**Atomization error of acetylene split into molecular and atomic parts**

The table holds the error of the C₂H₂ atomization energy against CCSDT(Q) in cc-pVDZ with frozen cores, for HF, MP2, CCSD, CCSD(T), CCSDT and three AFQMC variants with their noise. The program writes each error as atomic shortfall less molecular shortfall, using molecular energies of the same runs, and tests two parameter-free models (equal fraction of correlation on both sides, exact atoms) and a pair count for HF. Both shortfalls fall at every deterministic step; MP2 overshoots because it recovers 70 % of the atomic but 90 % of the molecular correlation energy, and CCSD(T) beats CCSDT by cancellation. Each model fits one row closely and both fail at MP2. The AFQMC errors lie within 1.6 standard errors, and an exponential fit of the free projection traces its +30 meV to the last time point.

Calculated values. AFQMC (own program) and Ansatz afq 1, Ansatz 0.2.0; charge 0 e, spin multiplicity 1, basis cc-pVDZ, molecule determinant RHF, reference level CCSDT(Q).

## Script

```python
# Table: error (meV) of the C2H2 atomization energy against CCSDT(Q), cc-pVDZ, frozen core,
# for HF to CCSDT (Ansatz) and three AFQMC variants. Tested: error = atomic shortfall minus
# molecular shortfall; equal-fraction and exact-atom models; pair count; AFQMC scatter vs noise.
T = {
    'row_level': ['HF', 'MP2', 'CCSD', 'CCSD(T)', 'CCSDT', 'ph-AFQMC/CISD', 'released AFQMC', 'free AFQMC'],
    'row_error': [-3692.0, 416.0, -266.0, -19.0, -25.0, 6.0, -24.0, 30.0],  # meV
    'row_noise': [0.0, 0.0, 0.0, 0.0, 0.0, 17.0, 18.0, 19.0],  # meV
}
import numpy as np
from scipy.optimize import curve_fit
from scipy.stats import chi2
err = dict(zip(T['row_level'], map(float, T['row_error'])))
sig = dict(zip(T['row_level'], map(float, T['row_noise'])))
# typed from further outputs of the same runs (molecule only, eV; times in 1/hartree)
D0, Eref = 16.055, -2098.27029
Em = {'HF': -2090.54144, 'MP2': -2097.46653, 'CCSD': -2097.93500, 'CCSD(T)': -2098.23242,
      'CCSDT': -2098.24324, 'ph-AFQMC/CISD': -2098.26986, 'released AFQMC': -2098.24692,
      'free AFQMC': -2098.29969}
rel = np.array([-2098.26059, -2098.2624, -2098.28919, -2098.24644, -2098.24692])
rels = 1e3*np.array([0.018875, 0.013834, 0.014182, 0.01852, 0.017625])
t = np.array([0, 0.21, 0.42, 0.81, 1.2, 1.8, 2.4, 3])
fp = np.array([-2097.93057, -2098.10857, -2098.18781, -2098.23981, -2098.26529, -2098.27229, -2098.27214, -2098.29969])
fps = 1e3*np.array([0.011494, 0.012603, 0.012642, 0.011994, 0.013275, 0.014151, 0.016657, 0.019245])
m = {k: 1e3*(v - Eref) for k, v in Em.items()}
a = {k: err[k] + m[k] for k in Em}
det = ['HF', 'MP2', 'CCSD', 'CCSD(T)', 'CCSDT']
qmc = ['ph-AFQMC/CISD', 'released AFQMC', 'free AFQMC']
print("Table rounding: 0.5 meV; atomic shortfall = error + molecular shortfall")
print("level | D eV | error | molecule | atoms (meV) | correlation recovered % molecule, atoms")
for k in det:
    print(f"{k:8s} {D0+err[k]/1e3:7.3f} {err[k]:7.0f} {m[k]:7.1f} {a[k]:7.1f}  {100*(1-m[k]/m['HF']):6.2f} {100*(1-a[k]/a['HF']):6.2f}")
print(f"HF gives {100*(1+err['HF']/1e3/D0):.1f} % of the reference D; MP2 error is {100*err['MP2']/1e3/D0:.1f} %")
print("Models (meV): A equal fraction on both sides, B exact atoms; residual = table - model")
for k in det[1:]:
    A, B = err['HF']*m[k]/m['HF'], -m[k]
    print(f"{k:8s} A {A:7.1f} residual {err[k]-A:7.1f} | B {B:7.1f} residual {err[k]-B:7.1f}")
print("Energy lowering per step (meV): molecule, atoms, change of D, ratio molecule/atoms")
for p, q in [('HF', 'MP2'), ('MP2', 'CCSD'), ('CCSD', 'CCSD(T)'), ('CCSD(T)', 'CCSDT'), ('CCSD', 'CCSDT')]:
    dm, da = m[p]-m[q], a[p]-a[q]
    print(f"{p+' to '+q:18s} {dm:7.1f} {da:7.1f} {err[q]-err[p]:7.0f} {dm/da:5.2f}")
print(f"CCSDT to CCSDT(Q)  {m['CCSDT']:7.1f} {a['CCSDT']:7.1f} {-err['CCSDT']:7.0f} (atomic part +-0.5)")
sh = lambda d: 100*(d['CCSD']-d['CCSD(T)'])/(d['CCSD']-d['CCSDT'])
print(f"(T) as share of full triples: molecule {sh(m):.1f} %, atoms {sh(a):.0f} %")
print(f"Correlation per doubly occupied valence orbital: molecule {m['HF']/5:.0f}, atoms {a['HF']/2:.0f} meV")
print(f"HF error per new pair (5 - 2 = 3): {err['HF']/3:.0f} meV")
print(f"Constant energy per pair from atoms predicts HF error {-3*a['HF']/2:.0f} meV, residual {err['HF']+3*a['HF']/2:.0f}")
print(f"Correlation per electron: molecule {m['HF']/10:.0f} (10), carbon {a['HF']/8:.0f} (8) meV")
print("AFQMC: error, noise, error/noise, molecule, implied atoms (meV; released = last point)")
z = np.array([err[k]/sig[k] for k in qmc])
for k, zi in zip(qmc, z):
    print(f"{k:15s} {err[k]:5.0f} {sig[k]:4.0f} {zi:6.2f} {m[k]:6.1f} {a[k]:6.1f}")
w = np.array([sig[k]**-2 for k in qmc])
mean = (w*np.array([err[k] for k in qmc])).sum()/w.sum()
print(f"If independent: chi2 about zero {z@z:.2f} for 3, p = {chi2.sf(z@z, 3):.2f}; mean {mean:.1f} +- {w.sum()**-0.5:.1f} meV")
print("Released series less reference, meV:", " ".join(f"{x:.0f}({s:.0f})" for x, s in zip(1e3*(rel-Eref), rels)))
y = 1e3*(fp - Eref)
print("Free series less reference, meV:", " ".join(f"{x:.0f}({s:.0f})" for x, s in zip(y, fps)))
print(f"Free walk, last step: {y[-1]-y[-2]:.1f} meV")
f = lambda x, c, A, g: c + A*np.exp(-g*x)
for lab, n in [("all 8 times", 8), ("first 7 times (sensitivity)", 7)]:
    p, cov = curve_fit(f, t[:n], y[:n], p0=[0, 340, 3], sigma=fps[:n], absolute_sigma=True)
    print(f"Decay fit, {lab}: plateau {p[0]:.1f} +- {cov[0,0]**0.5:.1f} meV, amplitude {p[1]:.0f} meV, rate {p[2]:.2f} hartree")
    print("  residual/noise at all 8 times:", " ".join(f"{r:.1f}" for r in (y - f(t, *p))/fps))
print("Time points share walkers, so fit uncertainties are too small")
assert all(d[p] > d[q] > 0 for d in (m, a) for p, q in zip(det, det[1:]))
assert err['MP2'] > 0 and a['MP2'] > m['MP2']
assert abs(err['CCSD(T)']) < abs(err['CCSDT']) and m['CCSD(T)'] > m['CCSDT']
assert np.all(np.abs(z) < 2)
```

Output:

```
Table rounding: 0.5 meV; atomic shortfall = error + molecular shortfall
level | D eV | error | molecule | atoms (meV) | correlation recovered % molecule, atoms
HF        12.363   -3692  7728.8  4036.8    0.00   0.00
MP2       16.471     416   803.8  1219.8   89.60  69.78
CCSD      15.789    -266   335.3    69.3   95.66  98.28
CCSD(T)   16.036     -19    37.9    18.9   99.51  99.53
CCSDT     16.030     -25    27.1     2.1   99.65  99.95
HF gives 77.0 % of the reference D; MP2 error is 2.6 %
Models (meV): A equal fraction on both sides, B exact atoms; residual = table - model
MP2      A  -383.9 residual   799.9 | B  -803.8 residual  1219.8
CCSD     A  -160.2 residual  -105.8 | B  -335.3 residual    69.3
CCSD(T)  A   -18.1 residual    -0.9 | B   -37.9 residual    18.9
CCSDT    A   -12.9 residual   -12.1 | B   -27.1 residual     2.1
Energy lowering per step (meV): molecule, atoms, change of D, ratio molecule/atoms
HF to MP2           6925.1  2817.1    4108  2.46
MP2 to CCSD          468.5  1150.5    -682  0.41
CCSD to CCSD(T)      297.4    50.4     247  5.90
CCSD(T) to CCSDT      10.8    16.8      -6  0.64
CCSD to CCSDT        308.2    67.2     241  4.58
CCSDT to CCSDT(Q)     27.1     2.1      25 (atomic part +-0.5)
(T) as share of full triples: molecule 96.5 %, atoms 75 %
Correlation per doubly occupied valence orbital: molecule 1546, atoms 2018 meV
HF error per new pair (5 - 2 = 3): -1231 meV
Constant energy per pair from atoms predicts HF error -6055 meV, residual 2363
Correlation per electron: molecule 773 (10), carbon 505 (8) meV
AFQMC: error, noise, error/noise, molecule, implied atoms (meV; released = last point)
ph-AFQMC/CISD       6   17   0.35    0.4    6.4
released AFQMC    -24   18  -1.33   23.4   -0.6
free AFQMC         30   19   1.58  -29.4    0.6
If independent: chi2 about zero 4.40 for 3, p = 0.22; mean 3.2 +- 10.4 meV
Released series less reference, meV: 10(19) 8(14) -19(14) 24(19) 23(18)
Free series less reference, meV: 340(11) 162(13) 82(13) 30(12) 5(13) -2(14) -2(17) -29(19)
Free walk, last step: -27.5 meV
Decay fit, all 8 times: plateau -3.9 +- 7.8 meV, amplitude 342 meV, rate 3.27 hartree
  residual/noise at all 8 times: 0.2 -0.5 -0.0 0.8 0.2 0.1 0.1 -1.3
Decay fit, first 7 times (sensitivity): plateau 1.1 +- 8.3 meV, amplitude 337 meV, rate 3.40 hartree
  residual/noise at all 8 times: 0.1 -0.4 0.0 0.7 -0.1 -0.3 -0.2 -1.6
Time points share walkers, so fit uncertainties are too small
```
